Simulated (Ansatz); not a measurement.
# Appearance energy of a fragment ion: C2H8Si2 → [SiH3]+ + C2H5Si + e⁻

Species: C2H8Si2 `C=C[SiH2][SiH3]`, singlet; [SiH3]+ `[SiH3+]`, singlet; C2H5Si `C=C[SiH2]`, doublet. 

Shapes, held fixed at every level: PBE0-D4/def2-TZVP. Flexible molecules stand in one conformer, not always the lowest. Programs: Ansatz 0.2.0. Electronic energies: no zero-point or thermal term.

(1) Estimate ΔE of this reaction.

## Answers

(1) B2PLYP/def2-TZVPP gives ΔE = +11.22 eV; the levels span +9.95 to +11.47. The median of the levels is +11.41. No measured value is set beside it here. Spin contamination: C2H5Si (⟨S²⟩ up to 0.90). Open shells run unrestricted unless RO is named. The onset seen in experiment also holds zero-point changes and kinetic shifts.

```csv
level,kind,ΔE (eV)
HF/def2-SVP,Hartree–Fock,+9.95
PBE-D4/def2-TZVPP,GGA,+11.43
r2SCAN-D4/def2-TZVPP,meta-GGA,+11.41
r2SCAN0-D4/def2-TZVPP,global hybrid,+11.41
wB97M-V/def2-TZVPP,range-separated hybrid,+11.36
wB97X-V/def2-TZVPP,range-separated hybrid,+11.47
B2PLYP/def2-TZVPP,double hybrid,+11.22
```

Forming [SiH3]+ costs about as much as breaking the Si–Si bond and then ionising the silyl radical, with ionisation the larger share. The density functionals agree closely, and r2SCAN and its global hybrid give the same +11.41 eV, so the added exact exchange has almost no net effect here. Hartree–Fock falls well below them at +9.95 eV, probably mainly because it misses the correlation energy of the Si–Si electron pair, which is lost when one electron leaves and the other stays on the radical; its smaller basis may also contribute.

The cation has an empty silicon 3p orbital and no π donor or alkyl group to stabilise it. In the opposite charge split, the vinyl group could donate π density to the cationic silicon, so vinylsilyl cation plus silyl radical is probably the cheaper outcome of the same cleavage. The calculation therefore supports an energy for this particular channel, but doesn't show that [SiH3]+ is the first or most abundant fragment ion.
